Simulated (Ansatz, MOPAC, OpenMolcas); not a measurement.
BGeNH6 (SMILES B[NH][GeH3]): methods side by side

BGeNH6: 9 atoms, total charge 0, spin state singlet. As SMILES, `B[NH][GeH3]`. The shape is that of a PBE0-D4/def2-TZVP optimisation.

Each level gives the HOMO–LUMO gap (eV). The values are calculated.

```
                                level                    kind     program  value (eV)   CPU time
                                  AM1          semi-empirical       MOPAC       11.25  under 2 s
      HF/6-31G* (spherical functions)            Hartree–Fock  OpenMolcas       14.72       12 s
   SVWN5/6-31G* (spherical functions)                     LDA      Ansatz        6.33      3.1 s
  revPBE/6-31G* (spherical functions)                     GGA      Ansatz        6.48      4.4 s
    TPSS/6-31G* (spherical functions)                meta-GGA  OpenMolcas        6.74       54 s
 r2SCAN0/6-31G* (spherical functions)         hybrid meta-GGA      Ansatz        9.19       11 s
   B3LYP/6-31G* (Cartesian functions)           global hybrid      Ansatz        8.17      5.6 s
   HSE06/6-31G* (spherical functions)  range-separated hybrid      Ansatz        7.93      5.8 s
PBE-QIDH/6-31G* (spherical functions)           double hybrid      Ansatz       12.40      7.4 s
```

All-electron rows without a relativistic Hamiltonian named are non-relativistic. The values span 6.33 to 14.72 eV. Orbital gaps aren't excitation energies, and those of double hybrids come from the SCF part alone; they tend to grow with the share of exact exchange. Times are those of the runs behind each value, whatever else they computed, on shared processors of several kinds: orders of magnitude only.

The gap depends far more on how exchange is treated than on the step from LDA to meta-GGA: the three semilocal functionals stay between 6.33 and 6.74 eV, while Hartree–Fock reaches 14.72 eV. In a semilocal Kohn–Sham calculation, occupied and empty orbitals feel the same local potential. In Hartree–Fock, an empty orbital feels the repulsion of all the electrons, without the exchange cancellation that lowers the occupied levels. HSE06 falls below B3LYP despite its larger short-range exact-exchange fraction, probably because its exchange is screened at long range.

Even the smallest value is wide, which fits a saturated germyl group on an aminoborane unit. There, nitrogen lone-pair donation into the formally empty boron p orbital should stabilise the occupied π level and raise its antibonding partner. This suggests a HOMO with nitrogen character and a LUMO with boron character. AM1 lies between r2SCAN0 and PBE-QIDH, but its parametrised Hamiltonian gives that position no value as support for either. Without diffuse functions in the basis, the numbers don't establish whether the Hartree–Fock LUMO describes a bound electron-attached state.
